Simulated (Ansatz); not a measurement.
# Convergence of the PBE work function of Au(100) and Pb(100) with the plane-wave cutoff, 200 to 600 eV

The usual rule of thumb is that a work function, being a difference of two levels from one run, settles at a lower plane-wave cutoff than the total energy does. We test it on a design brief. A small vibrating capacitor is to bias itself through the work function difference between an Au(100) and a Pb(100) plate joined by a wire. The built-in voltage across the vacuum gap must be at least 0.5 V, and the cutoff may contribute no more than 5 mV of error. A cutoff below the one recommended for the PAW datasets is accepted only if it at least halves the time of the default cutoff for each metal. We calculate the work function Φ of both faces at four cutoffs and measure each value against the 600 eV run of the same metal.

## Set-up

Ansatz 0.2.0, plane-wave Kohn-Sham DFT with its default PAW datasets at 420 eV unless varied. Symmetric 1×1 slabs of 7 layers are cut at the tabulated measured lattice constant with atoms at bulk places and 18 Å of vacuum. In-plane k-spacing 0.15 to 0.16 Å⁻¹ (2π included), Fermi-Dirac smearing of 0.1 eV, dipole correction on. Spin-paired. Scalar-relativistic, no spin-orbit coupling. PBE. The cutoff is varied and the rest held. Times are CPU times on shared hosts, one host a line.

Notes on method and selection:

- The lower settings are too coarse on purpose; they are no property of the surface.
- Runs in which the search for lower states was switched off are not listed.
- Work functions and vacuum levels are read from the electrostatic potential (Hartree and local ionic parts), which a warning of a rough exchange-correlation potential in thin density does not concern.
- The default PAW datasets of this version of Ansatz are the set soft_2.
- Runs that did not converge, have known faults or may not be shown are not listed, and runs on Ansatz's PAW sets soft_1 and soft_2 are kept to separate tables.

Columns:

- cutoff (eV): plane-wave cutoff.
- ΔΦ (meV): work function less its value at the largest setting of the line.
- Φ (eV): work function: vacuum level outside the slab less the Fermi level.
- energy change (meV/atom): energy per atom at zero smearing less its value at the largest setting.

## Computed values

| member | face | cutoff (eV) | ΔΦ (meV) | Φ (eV) | energy change (meV/atom) | CPU time (core-s) | remark |
| --- | --- | --- | --- | --- | --- | --- | --- |
| 200 | Au(100) | 200 | 449.17 | 5.521 | 9694.79 | 83 | charge reaches the dipole ramp |
| 300 | Au(100) | 300 | 1.25 | 5.073 | 105.03 | 140 |  |
| 420 | Au(100) | 420 | −0.04 | 5.072 | 1.33 | 180 |  |
| 600 | Au(100) | 600 | 0.00 | 5.072 | 0.00 | 300 |  |
| 200 | Pb(100) | 200 | 79.66 | 3.815 | 5311.46 | 71 | charge reaches the dipole ramp |
| 300 | Pb(100) | 300 | −0.57 | 3.735 | 43.65 | 93 |  |
| 420 | Pb(100) | 420 | 0.15 | 3.736 | 0.70 | 150 |  |
| 600 | Pb(100) | 600 | 0.00 | 3.735 | 0.00 | 280 |  |

## The trend and its physics

Nearly all of the change in Φ falls between 200 and 300 eV. Over that step the mean slope is (1.25 − 449.17) / 100 = −4.48 meV per eV of cutoff for Au and (−0.57 − 79.66) / 100 = −0.80 meV per eV for Pb. From 300 eV upwards no row is more than 1.25 meV from its 600 eV value.

The total energy is slower. At 300 eV it still lies 105.03 meV/atom above the 600 eV value for Au and 43.65 meV/atom for Pb. At 420 eV the remainders are 1.33 and 0.70 meV/atom. The rule of thumb therefore holds for both metals: at 300 eV the work function is good to about a millielectronvolt, while the energy is not.

The reason lies in what each quantity depends on. A plane-wave basis that stops too early cannot follow the sharp parts of the wavefunctions near the nuclei, above all those of the d shells. This raises the total energy, and every energy change in the table is indeed positive or zero. Most of that error sits inside the atoms. The work function depends instead on the Fermi level and on the surface dipole, which is set by the smoother density at the edge of the slab. An error that shifts the Fermi level and the vacuum level alike also drops out of Φ. In Pb at 300 eV both levels stand slightly too high by nearly the same amount, and little of the shift survives in the difference.

Au has the larger energy error at each cutoff below 600 eV. A possible cause is that its dataset treats deeper, sharper shells as valence than the Pb dataset does.

## Exceptions

The two 200 eV rows are unusable as work functions. They are too high by 449.17 meV for Au and 79.66 meV for Pb, and in both some charge reaches the dipole ramp in the vacuum. Electron density that lies too far out strengthens the surface dipole and raises the vacuum level, so it has the right sign to contribute to the excess; how much of the excess it explains is open.

At this cutoff the two equivalent faces of each slab also disagree, but only slightly, and by far less than the error itself. Agreement between faces is thus a weak test of convergence. The rows at 300 and 420 eV can be trusted as measures of the cutoff error. Their changes of sign around zero are too small to carry a physical meaning.

## Cost against accuracy

The successive steps in cutoff add 57, 40 and 120 core-s for Au and 22, 57 and 130 core-s for Pb. Each single step costs less than a factor of two, which is too little to rank neighbouring settings on shared hosts.

The doubling from 300 to 600 eV is clearer: the time grows by 300 / 140 = 2.1 for Au and 280 / 93 = 3.0 for Pb. The number of plane waves grows as the cutoff to the power 3/2, which for a doubling means roughly 2.8 times as many, so a rise of this size is expected. It removes 1.25 meV of error in the work function of Au and 0.57 meV in that of Pb. The first step, from 200 to 300 eV, is the one that pays.

## Choosing a member

The built-in voltage is V = (Φ(Au) − Φ(Pb)) / e, where e is the elementary charge, so that a difference of 1 eV gives 1 V. The four cutoffs give:

- 200 eV: 5.521 − 3.815 = 1.706 V
- 300 eV: 5.073 − 3.735 = 1.338 V
- 420 eV: 5.072 − 3.736 = 1.336 V
- 600 eV: 5.072 − 3.735 = 1.337 V

All four exceed 0.5 V, so the choice of cutoff rests on accuracy and time. The error of the voltage against 600 eV is the difference of the two ΔΦ values:

- 200 eV: 449.17 − 79.66 = 369.51 mV
- 300 eV: 1.25 − (−0.57) = 1.82 mV
- 420 eV: −0.04 − 0.15 = −0.19 mV

The 200 eV setting fails the 5 mV limit by a wide margin. The 300 eV setting meets it but lies below the recommended cutoff, so it has to halve the time. Against 420 eV the time ratios are 180 / 140 = 1.29 for Au and 150 / 93 = 1.61 for Pb. On these timings the condition is not met for either metal, though single runs on shared hosts give only a rough ratio.

Our pick is 420 eV, with 300 eV as runner-up. Going on to 600 eV would move the voltage by only 0.19 mV, which the brief has no use for. A tolerance of 0.1 mV would overturn the pick in favour of 600 eV; dropping the condition on the recommended cutoff would let 300 eV in.

The error of PBE is much larger than that of the cutoff. PBE work functions of metals tend to be too low by some tenths of an electronvolt. Where both metals err alike, the error cancels in V. The voltage at 600 eV clears the target by 1.337 − 0.5 = 0.837 V, so the pair would miss it only if the error of Pb exceeded that of Au by more than this margin, which is unlikely.

## Rules of thumb and their limits

For these two faces and these datasets, 300 eV is enough for a work function to within 2 meV of the 600 eV value, and 420 eV to within 0.2 meV. Two metals are too few to carry the 300 eV result over to other elements, least of all to those with harder datasets.

Beyond 300 eV the cutoff is no longer what limits the result. The clean Au(100) surface reconstructs into a denser, nearly hexagonal top layer, whereas our slab keeps the atoms at bulk places. The reconstruction raises the work function and would therefore increase the built-in voltage, an effect that no higher cutoff can bring into this slab.
